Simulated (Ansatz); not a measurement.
# How methods differ on [PO2]+ (SMILES O=[P+]=O)

[PO2]+ has 3 atoms, charge +1, and is taken as a singlet. As SMILES, `O=[P+]=O`. Geometry: relaxed at GFN2-xTB.

```xyz
3

O     0.7923    1.0259    0.5482
P     0.0002   -0.0002    0.0003
O    -0.7925   -1.0257   -0.5485
```

Quantity: the energy change with the O1–P2 bond stretched from 1.407 to 2.111 Å, in eV. The values are calculated.

```tsv
level	kind	program	value (eV)	less FCI/STO-3G
HF/STO-3G (restricted)	Hartree–Fock	Ansatz	-0.42	-1.24
CCSD(T)/STO-3G (restricted)	coupled cluster or CI	Ansatz	1.03	+0.21
CCSD/STO-3G (restricted)	coupled cluster or CI	Ansatz	0.40	-0.42
FCI/STO-3G	exact in the basis	Ansatz	0.82	0.00
```

FCI/STO-3G is exact within its basis and frozen core, so for wave-function methods in that basis the difference is their error. The first shape isn't each level's own minimum. The values span -0.42 to 1.03 eV. All rows use very small basis sets, so none should be taken for the real molecule's value.

Correlation changes even the sign here: restricted Hartree–Fock puts the stretched ion below the compact one (-0.42 eV), while FCI makes the stretch cost 0.82 eV. This is the reverse of the usual restricted error, in which spurious ionic terms make a breaking bond too costly. A likely reason is that the P–O bond can break datively, towards closed-shell PO⁺ and a singlet oxygen atom, so the mean-field penalty on stretching is small, while the compact, multiply bonded ion gains more from correlation. CCSD recovers only part of that gain, and perturbative triples overshoot it, which suggests that higher excitations matter and that (T) is not quantitatively safe here.

Even the FCI cost is implausibly small for stretching a strong P–O multiple bond by half. The probable cause is the lack of d polarization functions on phosphorus, which are needed to describe polarization and back-donation from oxygen at short distance. The ranking therefore tests how correlation is treated, not the strength of the bond.
